**Q:** Is the occupation width what puts these energies off?

Ta4O (P4/mmm, 5-atom cell) at fixed geometry, computed with Ansatz 0.2.0 using PBE and scalar-relativistic plane-wave PAW, without spin polarisation, at a 420 eV cutoff. Smearing is Gaussian throughout, on a 6×6×3 k mesh for the rows and 12×12×6 with a width of 0.1 eV for the reference. The first energy is taken at zero smearing; pressure is positive in compression.

```csv
occupation width (eV),energy less reference (meV/atom),free energy less reference (meV/atom),pressure less reference (GPa),largest force change (eV/Å)
0.01,5.82,6.72,0.043,0.0943
0.05,5.87,6.69,0.038,0.0852
0.1,6.27,6.11,0.053,0.0507
0.2,6.86,2.14,0.157,0.0073
0.4,6.72,-14.5,0.387,0.0134
```

**A:** For the energy at zero smearing, it is mainly the mesh, at least up to a width of 0.1 eV. Every row samples the electron states on a 6×6×3 mesh, while the reference uses 12×12×6. The row at 0.1 eV has the same smearing and width as the reference, so its error of 6.3 meV/atom comes from the mesh alone. Going to any other width in the table shifts that energy by no more than 0.6 meV/atom.

A metal is sensitive to the mesh because some bands are only partly filled. The calculation has to judge from a few sampled points how much of each band lies below the Fermi energy, the level up to which states are filled. Smearing replaces the sharp step between full and empty by a gradual one, but it adds no new points.

**Q:** Why, then, does the free energy fall by about 21 meV/atom from the narrowest to the widest smearing?

**A:** Smearing lifts some electrons from just below the Fermi energy to just above it. The number lifted grows with the width σ, and so does the energy that each one costs, so the total cost grows as σ². The partial occupations also bring an entropy term TS, which is subtracted in the free energy. It is a device of the method and does not describe a real temperature.

For Gaussian smearing and a density of states N that is constant near the Fermi energy, the cost is Nσ²/4 and TS is Nσ²/2. The free energy F therefore lies Nσ²/4 *below* the unsmeared energy, and the energy before TS is subtracted lies equally far *above* it. The energy at zero smearing is the mean of the two, so the σ² terms cancel. That cancellation is built into the energy column, which is why the column is so much calmer than the free energy.

**Q:** Do the numbers follow the σ² rule?

**A:** At the wide end they do. Half of TS is the gap between the energy at zero smearing and the free energy, and it can be recovered for each row from the two energy columns and the TS of the reference run. From 0.2 to 0.4 eV it grows by a factor of 3.9, where the rule asks for 4. From 0.1 to 0.2 eV it grows by 5.3, which is too much.

The excess would make sense if the density of states were lower right at the Fermi energy than a few tenths of an eV away, because a wider smearing would then reach into richer regions. The reference run supports this. At 0.1 eV its finer mesh gives half of TS as 0.90 meV/atom, less than the 1.06 of the coarse mesh, so coarse sampling has not made the value there too small. The value at 0.2 eV has no such test, and no density of states is at hand to confirm the dip.

**Q:** At 0.2 eV the free energy is only 2.1 meV/atom from the reference. Is that the best setting?

**A:** No, two errors of opposite sign happen to offset each other there. The mesh puts the energy too high, and the entropy term pulls the free energy down. At 0.4 eV the entropy term has won, and the free energy is 14.5 meV/atom too low. A small free-energy error at one width is therefore no sign that the mesh is good enough.

**Q:** The force does improve with width. Why does smearing help there?

**A:** Symmetry allows a force only on the two tantalum atoms nearest to oxygen, along the long axis of the cell. With a width of 0.01 eV this force is 2.7 times that of the reference. The sampled levels on either side of the Fermi energy are then 0.12 eV apart, many widths away from it, so each level is either full or empty. This is a gap in the sampling of a metal, not a band gap.

Different electron states pull on these atoms differently. When a coarse mesh assigns a whole state to the full or the empty side, its entire pull is counted or dropped. Wider smearing shares the occupation among neighbouring levels and so imitates a denser mesh; this is the standard explanation, and the drop in the force change from 0.094 to 0.007 eV/Å between 0.01 and 0.2 eV fits it. At 0.4 eV the change is larger again, at 0.013 eV/Å. A force is a slope of the free energy, so it also carries an error from the σ² term. The column gives only sizes, and the low value at 0.2 eV may owe something to that error offsetting the one from the mesh.

**Q:** Why does the pressure get worse at large width, when the energy at zero smearing hardly moves?

**A:** Pressure measures how the free energy changes with volume, and the free energy still contains the σ² term. When the metal expands, its atoms overlap less and the d bands become narrower. The same number of states is then packed into a smaller range of energy, so N rises and the smearing lowers the free energy further. The smeared metal thus gains by expanding, which appears as an extra positive pressure.

The size can be estimated without adjusting anything. In a simple picture of d bands, the band width falls as the fifth power of the distance between atoms, so N grows as volume to the power 5/3. The extra pressure is then 5/3 times half of TS, divided by the volume. From 0.1 to 0.4 eV, half of TS rises from 1.06 to 22.12 meV/atom, that is by 21.06 meV/atom.

Multiplying by 5/3 gives 35.1 meV/atom, and dividing by 15.72 Å³ an atom gives 2.23 meV/Å³, or about 0.36 GPa. The calculation gives a rise of 0.33 GPa. At 0.2 eV the estimate is about a quarter too low. The rule treats the compound as a pure d metal and leaves out any change of the mesh error with width, so agreement in sign and rough size is as much as it can offer. The printed output below compares the estimate with every row.

**Q:** Would Methfessel–Paxton smearing, or a finer mesh, cure all this?

**A:** They cure different things. Methfessel–Paxton smearing is built so that the σ² term drops out of the free energy itself. By the argument above, most of the extra pressure at large width should go with it, as long as the density of states varies smoothly over the width. The mesh would still be coarse, and its error would remain.

A finer mesh attacks the error that the 0.1 eV row isolates, but it leaves the σ² term in place. The table cannot say how the energy error of 6.7 meV/atom at 0.4 eV divides between the two causes. Wide smearing ought to reduce the mesh error, yet the total has not shrunk. Either the mesh error persists at this width, or an error of the width itself has taken its place. A run on the fine mesh at 0.4 eV would settle this, and there is none here.

**Q:** Which digits can I use, then, if I have only the coarse mesh?

**A:** It depends on the quantity, and every error here is measured against one finer mesh that has not itself been tested against a still finer one. The energy at zero smearing is about 6 to 7 meV/atom too high at every width, so even the whole meV cannot be trusted. A difference between two structures may do better if their errors cancel, but the table does not test that. For the force, widths up to 0.1 eV leave an error about as large as the reference force or larger, so even the first digit is unsafe. The pressure is good to about 0.05 GPa up to 0.1 eV, but at 0.4 eV it is off by 0.39 GPa, and a cell relaxed there would come out slightly too large.

The small force error at 0.2 eV is no reason to pick that width, since it may be a chance offset, and the pressure is already off by 0.16 GPa there. If a result depends on both, refine the mesh first and then choose a width small enough for the pressure. In a metal with more states at the Fermi energy, the entropy term grows in proportion, and the same width does more harm to the free energy.

Output of the analysis:

```
Energy and force by width:
   row  energy shift from 0.1 eV row (meV/atom)  half of TS (meV/atom)  force change in % of reference force
  0.01                                    -0.45               -0.00327                                 165.9
  0.05                                     -0.4                0.07673                                 149.9
   0.1                                        0                  1.057                                 89.19
   0.2                                     0.59                  5.617                                 12.84
   0.4                                     0.45                  22.12                                 23.57
Pressure rise above the 0.1 eV row:
   row  computed (GPa)  d-band estimate (GPa)
  0.01           -0.01               -0.01801
  0.05          -0.015               -0.01665
   0.1               0                      0
   0.2           0.104                0.07746
   0.4           0.334                 0.3577
Half of TS in the fine-mesh reference (meV/atom): 0.8967
Span of the zero-smearing energy error over all widths (meV/atom): 1.04
Span of the free-energy error over all widths (meV/atom): 21.22
Mesh error at 0.1 eV over the largest energy shift with width (ratio): 10.63
Growth of half TS from 0.1 to 0.2 eV (ratio): 5.315
Growth of half TS from 0.2 to 0.4 eV (ratio): 3.938
Spacing of the levels around the Fermi energy at 0.01 eV width (eV): 0.1174
Distance of these levels from the Fermi energy in widths: 5.871
Force at 0.01 eV width over the reference force (ratio): 2.659
Force change at 0.01 eV over that at 0.2 eV (ratio): 12.92
Pressure error at 0.4 eV over that at 0.1 eV (ratio): 7.302
```
